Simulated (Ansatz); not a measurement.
Ligand exchange: HBr + Ge(CH3)3Cl → HCl + Ge(CH3)3Br

Species: HBr (hydrogen bromide), singlet; Ge(CH3)3Cl (chlorotrimethylgermane), singlet; HCl (hydrogen chloride), singlet; Ge(CH3)3Br (bromotrimethylgermane), singlet. The partners trade Br for Cl: H–Br and Ge–Cl bonds give way to H–Cl and Ge–Br.

Shapes, held fixed at every level: PBE0-D4/def2-TZVP. Programs: Ansatz 0.2.0. The zero-point and thermal change to 298 K, harmonic and unscaled (PBE0-D4/def2-TZVP), is +1.6 kJ/mol.

Problem. Estimate ΔH(298 K) of this reaction.

Solution. The highest level, CCSD(T)/def2-TZVPP, gives ΔH(298 K) = -7.7 kJ/mol; the levels span -7.7 to -2.7. The column of differences is taken from that level and isn't an error. No measured value is set beside it here. Relativity is left out for Br, Ge. Outer-core shells of Br, Ge are correlated in most correlated rows, in sets that cover them unevenly.

| level | kind | ΔH(298 K) (kJ/mol) | less CCSD(T)/def2-TZVPP |
| --- | --- | --- | --- |
| HF/def2-TZVPP | Hartree–Fock | -5.8 | +1.9 |
| SPW92/def2-TZVPP | LDA | -5.6 | +2.1 |
| BHLYP-D4/def2-TZVPP | global hybrid | -7.6 | +0.1 |
| PBE0-D4/def2-TZVPP | global hybrid | -7.6 | +0.1 |
| r2SCAN0-D4/def2-TZVPP | global hybrid | -7.1 | +0.6 |
| CCSD/def2-SVP | coupled cluster or CI | -2.7 | +5.0 |
| CCSD/def2-TZVPP | coupled cluster or CI | -7.6 | +0.1 |
| CCSD(T)/def2-TZVPP | coupled cluster or CI | -7.7 | 0.0 |

Exchange of chlorine for bromine on germanium is mildly exothermic at every level, with -7.7 kJ/mol at the highest. Both hydrogen and germanium bind chlorine more strongly than bromine, so the small enthalpy is the difference between two similar preferences. Hydrogen's is the larger, and chlorine therefore ends up on hydrogen. The zero-point and thermal term of +1.6 kJ/mol works against the exchange, mainly because the H–Cl stretch is stiffer than the H–Br stretch.

Since the number and type of bonds are conserved, much of the correlation energy cancels, and even Hartree–Fock comes within 1.9 kJ/mol of the highest level. The basis set matters more: CCSD moves from -2.7 to -7.6 kJ/mol between the double- and triple-zeta sets, while perturbative triples hardly change the result. The small set probably describes the polarisation of the four polar bonds unevenly. The close match of the hybrids to CCSD(T) therefore doesn't establish accuracy to the same margin, as the coupled-cluster value may still shift in a larger basis.
